**Predicting the tail of the Pm 5d wave from the radial equation**

The table holds $u = rR(r)$ of the 5d shell of promethium, all-electron and Troullier-Martins pseudo wave, from one scalar-relativistic LDA-PZ run of ld1.x 7.5 in the configuration 4f4.5 5p6 5d0.5 6s2. The program reads an effective charge $Z(r) = -rV$ from second differences, then integrates the radial equation at the all-electron level with $Z = Ar^{-p}$ fitted to the rows from 1.875 to 3.750 bohr and predicts the three withheld rows. A Coulomb-tail form and a fully screened form of $Z$ set the error bar, and a trial on known rows shows the bias of each form. The power law lands within its bars but is high by 0.6, 1.8 and 4.2 per cent of the computed values, because its $Z$ falls too fast, while hand estimates from the local trend of $Z$ miss by at most 0.0014 bohr$^{-1/2}$. The equality of the two waves beyond 3.1 bohr is imposed by construction, and the coarse grid leaves the norm balance open by 0.0061.

Radial waves u = rR(r) of the 5d shell of a promethium atom (valence 4f4.5 5p6 5d0.5 6s2 6p0, core [Kr] 4d10 5s2), computed with ld1.x 7.5 in the scalar-relativistic LDA (Perdew-Zunger). The pseudo wave follows the Troullier-Martins scheme with a d radius of 3.1 bohr, and the two waves are given the same sign outside that radius.

## Numerical check

```python
# Table: u = r R(r) of the Pm 5d shell, all-electron and Troullier-Martins pseudo wave
# (ld1.x, LDA-PZ, scalar-relativistic). Tested: the radial equation at the all-electron level
# with a screened charge Z(r), fitted on known rows, predicts the withheld tail rows.
T = {
    'radius': [0.375, 0.75, 1.125, 1.5, 1.875, 2.25, 2.625, 3.0, 3.375, 3.75, 4.125, 4.5, 4.875],  # bohr
    'all_electron_wave': [-0.1629, -0.1082, 0.2647, 0.4939, 0.5854, 0.5972, 0.5698, 0.5256, 0.4758, 0.4257, 0.3776, 0.3328, 0.2916],  # bohr^(-1/2)
    'pseudo_wave': [0.0192, 0.1279, 0.3178, 0.4951, 0.5875, 0.5996, 0.5702, 0.5256, 0.4758, 0.4257, 0.3776, 0.3328, 0.2916],  # bohr^(-1/2)
}
HELD = [10, 11, 12]  # rows withheld from the fit
import numpy as np
from scipy.integrate import odeint
from scipy.optimize import least_squares
from scipy.constants import physical_constants as pc
r, ae, ps = (np.array(T[k], float) for k in ('radius', 'all_electron_wave', 'pseudo_wave'))
eps = -2.4647 / pc['Hartree energy in eV'][0]  # all-electron level of the same run
l, rc = 2, 3.1  # d channel and its radius (setting)
kap = np.sqrt(-2 * eps); h = r[1] - r[0]; H = sorted(HELD)
K = [i for i in range(len(r)) if i not in H]; n = K[-1]
print(f"eps {eps:.5f} Ha, kappa {kap:.4f}/bohr, exp(-kappa h) {np.exp(-kap*h):.4f}; rounding floor 0.00005")
print("r/bohr  ps-ae  ps^2-ae^2  ae u''/u (bohr^-2)  Z=-rV from 2nd difference")
for i in K:
    s = f"{r[i]:.3f} {ps[i]-ae[i]:+.4f} {ps[i]**2-ae[i]**2:+.4f}"
    if 4 <= i < n:
        c = (ae[i-1] - 2*ae[i] + ae[i+1]) / h**2 / ae[i]
        s += f" {c:+.4f} {r[i]/2*(l*(l+1)/r[i]**2 + kap**2 - c):.3f}"
    print(s)
print(f"rounding limit on u''/u near 3.375: {2e-4/h**2/ae[n-1]:.4f} bohr^-2")
print(f"outer node (linear, rough) {r[1]-h*ae[1]/(ae[2]-ae[1]):.2f} bohr; pseudo power rows 0-1: {np.log(ps[1]/ps[0])/np.log(r[1]/r[0]):.2f} (theory 3 as r->0)")
q = lambda u, m: h * (np.sum(u[:m]**2) + u[m]**2 / 2)
print(f"coarse norm to 3.0: ps {q(ps,7):.4f}, ae {q(ae,7):.4f}, diff {q(ps,7)-q(ae,7):+.4f}; ps to 3.75: {q(ps,n):.4f}")
print(f"last known drop {ae[n-1]-ae[n]:.4f}, ratio {ae[n]/ae[n-1]:.4f}")
F = {'A r^-p': (lambda x, a, b: a*x**(-b), [6.3, 1.37]),
     '1+A exp(-r/L)': (lambda x, a, b: 1 + a*np.exp(-x/b), [20, 0.75]),
     'A exp(-r/L)': (lambda x, a, b: a*np.exp(-x/b), [7, 1.9])}
def wave(p, f, x):
    g = lambda y, t: [y[1], (l*(l+1)/t**2 + kap**2 - 2*f(t, p[2], p[3])/t) * y[0]]
    return odeint(g, p[:2], x, rtol=1e-10, atol=1e-12)[:, 0]
def fit(name, idx, y):
    f, g0 = F[name]; i0 = idx[0]
    p0 = [y[0], (ae[i0+1] - ae[i0-1]) / (2*h)] + g0
    return least_squares(lambda p: wave(p, f, r[idx]) - y, p0, x_scale=np.abs(p0), diff_step=1e-5,
                         bounds=([0, -2, 0.01, 0.05], [2, 2, 500, 20])).x
idx = K[4:]; pred = {}
for name in F:
    p = fit(name, idx, ae[idx]); w = wave(p, F[name][0], r[4:]); pred[name] = w[len(idx):]
    print(f"Z={name}: A {p[2]:.3f}, p or L {p[3]:.3f}; Z(3.75,4.875) {F[name][0](r[n],*p[2:]):.2f} {F[name][0](r[-1],*p[2:]):.2f}")
    print("  residuals 1.875-3.75 /1e-4:", np.round((w[:len(idx)] - ae[idx])*1e4, 1),
          f"; unfitted 1.500: {wave(p, F[name][0], r[[4, 3]])[1]-ae[3]:+.4f}")
    pb = fit(name, K[3:8], ae[K[3:8]])
    print("  back-test (fit 1.5-3.0) miss at 3.375, 3.75:", np.round(wave(pb, F[name][0], r[3:n+1])[-2:] - ae[n-1:n+1], 4))
rng = np.random.default_rng(0); main = 'A r^-p'
mc = [wave(fit(main, idx, ae[idx] + rng.uniform(-5e-5, 5e-5, len(idx))), F[main][0], r[4:])[len(idx):] for _ in range(10)]
sd = np.std(mc, axis=0); names = list(F)
bar = np.max([abs(pred[k] - pred[main]) for k in names[1:]], axis=0) + sd
hand, hb = [0.378, 0.333, 0.293], [0.002, 0.004, 0.007]  # forecasts stated in the plan
print("withheld rows (u in bohr^-1/2; miss = predicted - computed)")
for j, i in enumerate(H):
    m = pred[main][j] - ae[i]
    print(f"r {r[i]:.3f}: pred {pred[main][j]:.4f} +- {bar[j]:.4f} (rounding part {sd[j]:.4f}); ae {ae[i]:.4f} ps {ps[i]:.4f}; miss {m:+.4f} ({100*m/ae[i]:+.2f}%, {abs(m)/bar[j]:.2f} bars)")
    print(f"   miss Coulomb-tail {pred[names[1]][j]-ae[i]:+.4f}, full screening {pred[names[2]][j]-ae[i]:+.4f}, hand {hand[j]}+-{hb[j]}: {hand[j]-ae[i]:+.4f}")
    print(f"   drop {ae[i-1]-ae[i]:.4f}, ratio {ae[i]/ae[i-1]:.4f}; miss pure exp(-kappa r) {ae[n]*np.exp(-kap*(r[i]-r[n]))-ae[i]:+.4f}, straight line {ae[n]+(i-n)*(ae[n]-ae[n-1])-ae[i]:+.4f}")
for i in [n] + H[:-1]:
    c = (ae[i-1] - 2*ae[i] + ae[i+1]) / h**2 / ae[i]
    print(f"after reveal r {r[i]:.3f}: u''/u {c:+.4f}, Z {r[i]/2*(l*(l+1)/r[i]**2 + kap**2 - c):.3f}")
assert np.all(ps[K] > 0) and np.sum(np.diff(np.sign(ae[K])) != 0) == 1
assert all(abs(ps[i] - ae[i]) < 1.01e-4 for i in K if r[i] > rc)
assert np.exp(-kap*h) < ae[n]/ae[n-1] < 1
assert 2.5 < np.log(ps[1]/ps[0]) / np.log(r[1]/r[0]) < 3.1
```

It prints:

```
eps -0.09058 Ha, kappa 0.4256/bohr, exp(-kappa h) 0.8525; rounding floor 0.00005
r/bohr  ps-ae  ps^2-ae^2  ae u''/u (bohr^-2)  Z=-rV from 2nd difference
0.375 +0.1821 -0.0262
0.750 +0.2361 +0.0047
1.125 +0.0531 +0.0309
1.500 +0.0012 +0.0012
1.875 +0.0021 +0.0025 -0.9682 2.677
2.250 +0.0024 +0.0029 -0.4668 2.062
2.625 +0.0004 +0.0005 -0.2097 1.656
3.000 +0.0000 +0.0000 -0.0758 1.385
3.375 +0.0000 +0.0000 -0.0045 1.202
3.750 +0.0000 +0.0000
rounding limit on u''/u near 3.375: 0.0030 bohr^-2
outer node (linear, rough) 0.86 bohr; pseudo power rows 0-1: 2.74 (theory 3 as r->0)
coarse norm to 3.0: ps 0.5740, ae 0.5679, diff +0.0061; ps to 3.75: 0.7447
last known drop 0.0501, ratio 0.8947
Z=A r^-p: A 6.087, p or L 1.351; Z(3.75,4.875) 1.02 0.72
  residuals 1.875-3.75 /1e-4: [ 0.5 -2.1  2.4  0.7 -2.7  1.2] ; unfitted 1.500: +0.0050
  back-test (fit 1.5-3.0) miss at 3.375, 3.75: [0.0011 0.0042]
Z=1+A exp(-r/L): A 23.063, p or L 0.727; Z(3.75,4.875) 1.13 1.03
  residuals 1.875-3.75 /1e-4: [-0.5  2.3 -3.3 -0.4  3.9 -2. ] ; unfitted 1.500: -0.0094
  back-test (fit 1.5-3.0) miss at 3.375, 3.75: [-0.0015 -0.0052]
Z=A exp(-r/L): A 6.371, p or L 1.966; Z(3.75,4.875) 0.95 0.53
  residuals 1.875-3.75 /1e-4: [ 1.6 -6.2  6.9  1.9 -7.4  3.2] ; unfitted 1.500: +0.0206
  back-test (fit 1.5-3.0) miss at 3.375, 3.75: [0.0065 0.0214]
withheld rows (u in bohr^-1/2; miss = predicted - computed)
r 4.125: pred 0.3798 +- 0.0049 (rounding part 0.0001); ae 0.3776 ps 0.3776; miss +0.0022 (+0.57%, 0.44 bars)
   miss Coulomb-tail -0.0026, full screening +0.0054, hand 0.378+-0.002: +0.0004
   drop 0.0481, ratio 0.8870; miss pure exp(-kappa r) -0.0147, straight line -0.0020
r 4.500: pred 0.3389 +- 0.0141 (rounding part 0.0001); ae 0.3328 ps 0.3328; miss +0.0061 (+1.83%, 0.43 bars)
   miss Coulomb-tail -0.0079, full screening +0.0154, hand 0.333+-0.004: +0.0002
   drop 0.0448, ratio 0.8814; miss pure exp(-kappa r) -0.0234, straight line -0.0073
r 4.875: pred 0.3038 +- 0.0286 (rounding part 0.0002); ae 0.2916 ps 0.2916; miss +0.0122 (+4.20%, 0.43 bars)
   miss Coulomb-tail -0.0162, full screening +0.0311, hand 0.293+-0.007: +0.0014
   drop 0.0412, ratio 0.8762; miss pure exp(-kappa r) -0.0279, straight line -0.0162
after reveal r 3.750: u''/u +0.0334, Z 1.077
after reveal r 4.125: u''/u +0.0621, Z 0.973
after reveal r 4.500: u''/u +0.0769, Z 0.901
```
